At room temperature the thermal energy $RT$ is about 0.6 kcal/mol. A free-energy difference of 0.4 kcal/mol therefore halves a population, and about 1.4 kcal/mol reduces it tenfold. Effects far too small to matter for a reaction energy can decide which shape of a flexible molecule is most common.

The molecule here is a three-carbon chain with an amino group at each end and a CH$_2$F group on the middle carbon. Its conformers differ by rotations about single bonds.

Conformers of NCC(CN)CF from PySCF 2.14.0 and tblite 0.8.0: PBE0-D3(BJ)/def2-SVP energies in cyclohexane at GFN2-xTB geometries, with GFN2-xTB quasi-harmonic free-energy terms at 298.15 K. The torsions are, in order, H1-N1-C2-C3, N1-C2-C3-C4, C2-C3-C4-N5, C3-C4-N5-H5 and C2-C3-C6-F7. One conformer of each mirror pair is shown, and its weight covers both.

```csv
number,torsions in degrees,GFN2-xTB energy above its lowest (kcal/mol),DFT energy above the lowest (kcal/mol),free energy above the lowest (kcal/mol),weight (%),dipole (D)
1,"(173,170,-63,175,-70)",1.760,0.000,0.000,23.400,2.890
2,"(-178,-174,64,-177,-170)",1.020,0.310,0.270,14.900,2.230
3,"(-179,56,67,-68,62)",1.630,0.200,0.300,14.000,2.310
4,"(66,68,-66,-62,63)",0.000,0.010,0.440,11.100,1.570
5,"(59,70,-178,63,68)",0.890,0.560,0.550,9.300,3.600
6,"(63,67,-68,175,65)",0.540,0.240,0.610,8.400,4.120
7,"(177,177,-174,58,163)",0.340,0.440,0.650,7.800,3.070
8,"(67,67,-66,56,-60)",0.540,0.250,0.670,7.600,3.890
9,"(174,68,167,61,-168)",0.910,0.790,1.100,3.700,2.940
```

The second and third torsions describe how the two N–C bonds turn relative to the carbon chain. A turn near 60° in either direction is called gauche, and one near 180° anti. The DFT energies were computed at GFN2-xTB geometries, with cyclohexane as solvent. The free energy adds thermal contributions, from vibration and rotation at the GFN2-xTB level, to the DFT energy, and the weight follows from the free energy.

**(a) Which conformers bring the two nitrogen atoms close together, and what does this do to their energy?**

*Solution.* Seen from the plane of the three carbon atoms, a gauche turn lifts a nitrogen above the plane or drops it below. If the two gauche turns have opposite signs, both nitrogens end up on the same side, almost facing each other. If the signs are equal, one nitrogen lies above the plane and the other below. Counting gauche turns is therefore not enough; their signs matter.

A rough chain makes this quantitative. Let every bond be $b=1.5$ Å long and every angle $\theta=110^\circ$. Put the middle carbon at the origin, one neighbouring carbon on the $x$ axis and the other in the $xy$ plane. With $L=b(1-\cos\theta)$, $q=b\sin\theta$ and the two N–C–C–C torsions $t$ and $t'$, the nitrogens sit at

$$\mathbf r_1=(L,\; q\cos t,\; q\sin t),$$

$$\mathbf r_2=(L\cos\theta+q\cos t'\sin\theta,\; L\sin\theta-q\cos t'\cos\theta,\; -q\sin t').$$

For conformer 4, $t=68^\circ$ and $t'=-66^\circ$. The distance between the two points is then

$$d=|\mathbf r_1-\mathbf r_2|\approx 2.7\ \text{Å}.$$

The two heights above the plane are nearly equal, so only the separation within the plane remains. Conformers 6 and 8 have the same pattern and the same estimated distance. Conformer 3 also has two gauche turns, but with equal signs, and its nitrogens are about 3.5 Å apart. In the other five conformers they are more than 4 Å apart. A real chain can open its angles to relieve crowding, so these distances serve to sort the conformers, not to describe their exact structures.

In pentane, two gauche turns of opposite sign push the chain ends together and cost roughly 3 kcal/mol. Here the three crowded conformers lie within 0.25 kcal/mol of the lowest DFT energy. The natural explanation is an N–H···N hydrogen bond: one amino group points a hydrogen at the lone pair of the other, and the attraction offsets the crowding, which is also milder than between the two methyl groups of pentane. The fourth torsion, which places one hydrogen on the second nitrogen, supports this for conformer 8: its sign is opposite to that of the third, so this hydrogen turns towards the first nitrogen. In conformers 4 and 6 the listed hydrogens point elsewhere. Each amino group has a second hydrogen that the table does not place, so there the hydrogen bond is inferred.

**(b) Conformers 1 and 4 have practically the same DFT energy. Why is conformer 1 twice as abundant?**

*Solution.* A hydrogen bond that closes a loop also holds the chain in place. Slow twisting motions become stiffer, which reduces the vibrational entropy and tends to raise the zero-point energy. Both effects raise the free energy. An open chain has no such tie and can swing more freely, so it can be more abundant than a closed one of equal energy.

The difference between the free energy and the DFT energy, each counted from conformer 1, isolates this thermal contribution. It is 0.43 kcal/mol for conformer 4, while the DFT energies differ by only 0.01. The population ratio is therefore

$$\frac{w_1}{w_4}=\exp\!\left(\frac{0.44}{0.59}\right)\approx 2.1,$$

where $w$ is the weight and both energies are in kcal/mol. This shows where the factor of two comes from, but it does not test the explanation, because the weights were obtained from the same free energies.

The evidence for a link with the close nitrogens comes from comparing conformers. The three close ones have the three largest thermal contributions, on average 0.41 kcal/mol against 0.10 for the other six. Conformer 3 is the most useful comparison: it has two gauche turns but no close pair of nitrogens, and its contribution is only 0.10 kcal/mol. This fits the picture of a stiffened loop, although the stiffening is argued from theory, not read from individual vibrations.

The shift is visible in the whole mixture. Weighted by DFT energy alone, the close trio would hold 40% of the population, more than the third that three equal members out of nine would have. With the thermal contributions its share falls to 27%. Conformer 2 benefits most clearly in rank: it is sixth in DFT energy but second in free energy, because the close trio moves up past it. Its lead over conformer 3 is too small to carry meaning.

No conformer dominates, because all nine free energies lie within 1.1 kcal/mol, less than twice $RT$. The mixture is as diverse as one of about eight equally populated shapes. A property of this molecule should therefore be averaged over the set, not computed for the most abundant conformer alone.

**(c) Which conformers depart from this picture, and how far can the ranking be trusted?**

*Solution.* Conformer 9 is the clearest exception. Its nitrogens are far apart, yet its thermal contribution is 0.31 kcal/mol, close to that of conformer 6. Conformer 7, the most extended chain, has an intermediate value of 0.21. Close nitrogens are thus not the only source of a thermal penalty. The third and fifth torsions reveal another contact in both. They are near 180°, so the second C–N bond and the C–F bond both point away from the carbon that carries the first nitrogen. The two bonds therefore run side by side, which brings fluorine close to the second amino group. This contact may stiffen the molecule in a similar way, but the table does not prove that it causes the penalty: the torsions alone do not settle whether some conformers with small penalties have a similar contact. Conformer 9 is the rarest because its thermal penalty comes on top of the highest DFT energy.

The electronic energy is a larger source of uncertainty than the thermal contribution. Conformer 1 is the highest of the nine in GFN2-xTB, 1.76 kcal/mol above conformer 4, but the lowest in DFT. That change is about four times the thermal effect discussed in (b). With GFN2-xTB energies alone, conformer 1 would hold less than 2% of the population.

This reversal is not simply a correction for close nitrogens. The extended conformer 7 stays at nearly the same height above conformer 4 in both methods, whereas conformers 1 and 3 drop sharply. The DFT step also brings in the solvent, so the whole change cannot be blamed on the electronic part of GFN2-xTB.

The DFT tie between conformers 1 and 4 is itself delicate. In a small basis set, parts of a folded molecule borrow basis functions from each other, which can lower compact shapes artificially by some tenths of a kcal/mol or more. Correcting this would probably reduce the share of the close trio further. It would leave the thermal penalty unchanged, since that comes from GFN2-xTB.

The percentages also refer only to these nine conformers. The search found 17 distinct shapes and may have missed others. As the best DFT conformer has the highest GFN2-xTB energy of the nine, a shape that GFN2-xTB placed too high to be kept could still matter.

For a similar chain with a hydrogen-bond donor and acceptor on its two ends, the first thing to look at is the signs of the two gauche turns. Opposite signs allow a contact that can lower the energy but may cost freedom of motion. Warming favours the open shapes only if they lie higher in enthalpy; at equal enthalpy, a purely entropic cost keeps the closed shapes rarer by the same factor at every temperature. The analysis printed below gives the estimated distance and thermal contribution for each conformer; the distances use the same standard chain throughout, with no adjusted constant.

The analysis program printed:

```
Distance, thermal term and weights:
  row  N...N estimate (angstrom)  thermal term relative to conformer 1 (kcal/mol)  weight from GFN2-xTB energy alone (%)  weight from DFT energy alone (%)
    1                      4.204                                                0                                  1.655                             17.42
    2                      4.247                                            -0.04                                  5.769                             10.32
    3                      3.538                                              0.1                                   2.06                             12.43
    4                      2.667                                             0.43                                  32.27                             17.13
    5                      4.323                                            -0.01                                  7.184                              6.77
    6                      2.679                                             0.37                                  12.97                             11.62
    7                       4.91                                             0.21                                  18.18                              8.29
    8                      2.653                                             0.42                                  12.97                             11.42
    9                      4.402                                             0.31                                  6.946                             4.592
Thermal energy RT at 298.15 K (kcal/mol): 0.5925
Weight of conformer 1 over weight of conformer 4: 2.108
Mean thermal term, close nitrogens (kcal/mol): 0.4067
Mean thermal term, other conformers (kcal/mol): 0.095
Population factor from the difference of these means: 0.5909
Share of close trio from GFN2-xTB energies alone (%): 58.21
Share of close trio from DFT energies alone (%): 40.17
Share of close trio in the printed weights (%): 27.1
Dipole range within the close trio (D): 2.55
Effective number of conformers, mirror pairs counted once: 8.056
Mixing entropy with mirror images counted (cal/(mol K)): 5.524
```
